Lead selenide, PbSe, crystallises like rock salt: each Pb atom has six Se neighbours at a distance $d$, and the volume per atom is simply $d^3$. The table gives its band gap from a PBE calculation for seven cells that differ only in size. The problem is to estimate the gap of any of these cells with pencil and paper, starting from the orbital energies of a single one.

Rock-salt PbSe at fixed volumes, calculated with GPAW 26.7.0 using PBE, PAW data sets and a 500 eV plane-wave cutoff, without spin polarisation or spin–orbit coupling. Both gaps are differences between Kohn–Sham levels on a Γ-centred 3 × 3 × 3 k-point mesh; for the direct gap, both levels belong to the same k-point.

| volume (Å³/atom) | shortest distance (Å) | gap on mesh (eV) | direct gap on mesh (eV) |
| --- | --- | --- | --- |
| 26.951 | 2.998 | 2.01500 | 2.01500 |
| 27.524 | 3.019 | 2.01500 | 2.01500 |
| 28.098 | 3.040 | 2.01400 | 2.01400 |
| 28.671 | 3.061 | 2.01200 | 2.01200 |
| 29.244 | 3.081 | 2.00900 | 2.00900 |
| 29.818 | 3.101 | 2.00500 | 2.00500 |
| 30.391 | 3.121 | 2.00000 | 2.00000 |

The two gap columns are identical because the highest filled and the lowest empty level belong to electron waves with the same wave vector, that is, to the same k-point. It lies two thirds of the way from the centre of the Brillouin zone, Γ, to the point L on its surface. The true gap of PbSe is at L, which the coarse mesh of this calculation skips, and it is only a few tenths of an electronvolt (a rough, recalled size). The tabulated 2 eV is therefore the gap at one particular k-point. It must not be used to predict, say, the cut-off wavelength of an infrared detector.

**(a) At this k-point the middle cell ($d$ = 3.061 Å) has two filled levels of equal energy, with a single filled level 0.965 eV above them. The lowest empty level is also single, and 0.916 eV above it lies another pair. The two pairs are 3.893 eV apart. Express the gap through these distances, and say how each part should respond when the crystal expands.**

*Solution.* Call the distance between the two pairs $D$ and the sum of the two inner splittings $S$. The single levels sit inside the window between the pairs, so the gap is what they leave open:

$$E_\text{gap} = D - S .$$

For the middle cell $S$ = 0.965 + 0.916 = 1.881 eV, and the gap is 3.893 − 1.881 = 2.012 eV, as in the table. This step is plain bookkeeping; the physics lies in how $D$ and $S$ depend on $d$.

A simple chemical picture assigns the filled levels mainly to Se 4p orbitals and the empty ones mainly to Pb 6p. Neighbouring p orbitals couple, which pushes filled and empty levels apart. The hydrogen molecule is the simplest case of this: stretch it, and its bonding and antibonding levels approach each other. In the same way $D$ should shrink as PbSe expands. The likeness is incomplete. In hydrogen the coupling makes the whole distance between the two levels, whereas in PbSe a part of it comes from the different energies of the Se 4p and Pb 6p orbitals.

The inner splittings have another origin. The wave runs along the line from Γ to L, and a p orbital can point along that line or across it. Symmetry lets s orbitals mix with the first kind and forbids it for the second. The two crosswise orbitals stay together as a pair, while the lengthwise one is shifted. At the top of the filled levels the filled Pb 6s orbital, lying lower, pushes the lengthwise Se 4p level upward. This push also weakens as the atoms separate. The splitting of the empty levels fits the picture less well, as part (c) shows.

Expansion thus does two opposite things to the gap. The window $D$ becomes narrower, and the single levels, taken together, reach less far into it. The orbital energies of the end cells show both: from the smallest to the largest cell $D$ loses 0.316 eV and $S$ loses 0.301 eV. The gap keeps the small difference, a fall of 0.015 eV.

**(b) Turn this into a rule that needs only $d$, and estimate the gaps of the smallest and the largest cell.**

*Solution.* A simple estimate lets the coupling between neighbouring orbitals fall as $1/d^2$. Two levels that start at the same energy split in proportion to their coupling. The p levels of Pb and Se do not start together, so it is only a first guess that $D$ falls as $1/d^2$ as well. An s and a p level start far apart. They repel each other by the square of the coupling divided by their energy distance, so $S$ is taken to fall as $1/d^4$.

Let $d_0$ = 3.061 Å be the distance in the middle cell, $D_0$ and $S_0$ its two energies from part (a), and $x = (d_0/d)^2$. Then

$$E_\text{gap} \approx D_0\,x - S_0\,x^2 = 3.893\,x - 1.881\,x^2 \quad\text{(in eV)}.$$

For the smallest cell, $d$ = 2.998 Å:

$$x = (3.061/2.998)^2 = 1.0425,\qquad E_\text{gap} \approx 4.058 - 2.044 = 2.014\ \text{eV}.$$

For the largest cell, $d$ = 3.121 Å:

$$x = (3.061/3.121)^2 = 0.9619,\qquad E_\text{gap} \approx 3.745 - 1.740 = 2.005\ \text{eV}.$$

The table has 2.015 and 2.000 eV. Neither cell supplied a constant, since $D_0$ and $S_0$ both come from the middle one.

The formula also shows when such a gap stands still. Its slope with respect to $x$ vanishes where $D = 2S$, that is, where the inner splittings fill half of the window. PbSe happens to be close to this balance at this k-point. The rule puts the highest gap at 3.009 Å, between the two smallest cells, where the table is indeed flat.

**(c) How accurate is the rule over the table, how far does that support its derivation, and where should one stop using it?**

*Solution.* The largest error is 5 meV, about a quarter of a percent of the gap, and it occurs in the most expanded cell. Taking the constants from either end cell instead gives errors of the same size. Simply quoting the middle gap for every cell is wrong by at most 12 meV, so a rough value needs no rule at all. What the rule adds is the direction of the change within this table. Scaling the whole gap as $1/d^2$, as if there were no inner splittings, is wrong by up to 82 meV. Both parts are needed, and so are their powers, because the gap changes only by the small difference between two larger changes. With a third power for $S$ in place of the fourth, the rule would miss the largest cell by about 30 meV, more than the constant gap does.

The derivation itself is supported less well than these errors suggest. Over the series $D$ and $S$ do follow the second and fourth powers closely, and the powers were kept with that in view. But $S$ is a sum of two unlike pieces. The splitting of the filled levels falls roughly as the tenth power of distance, far faster than simple s–p repulsion would give, while the splitting of the empty levels grows slightly. Repulsion from the low-lying Se 4s orbital would moreover lift the single empty level above its pair, yet it lies below. Other couplings must take part, and these data do not identify them. The second power of $D$ is no firmer: at Γ the distance between the filled and the empty p levels falls roughly as the third power, faster than a coupling that goes as $1/d^2$ can explain by itself. Both powers are thus handy descriptions at this one k-point, not laws.

The idea of two competing parts carries further than the constants do. At Γ symmetry leaves the three p levels together, so there is no inner splitting to counteract the shrinking window. The gap there should fall clearly on expansion, and it does, from 7.02 to 6.20 eV. Towards L the balance should tip the other way. The wave there gives the neighbours on opposite sides opposite phases, so their p–p couplings cancel, while the s–p coupling is at its strongest. This agrees with the known behaviour of PbSe, whose true gap widens on expansion, although no level at L was calculated here. For another k-point or a related crystal, one should therefore ask afresh how large each part is and how fast it changes with distance. The balance at $D = 2S$ holds only where the second and fourth powers do.

The numerical rule should stay between 3.00 and 3.12 Å, the range of the table. It has no term for the different energies of the Pb and Se orbitals, so it has no footing for widely separated atoms.

It also inherits the level of theory of its constants. A G0W0 calculation, which treats the energy of adding or removing an electron more carefully, puts the gap at the same k-point about 0.5 eV higher in every cell. It also moves the highest gap to near the middle of the series, and the largest cell then has a slightly wider gap than the smallest. These changes stay below 10 meV, which is finer than G0W0 on so coarse a mesh can be expected to settle. Neither the small fall in the table nor its reversal is therefore a firm result. Spin–orbit coupling, strong in lead, is left out of both. An estimate good to 5 meV is therefore good relative to this PBE table, and much less certain as a statement about the real crystal.
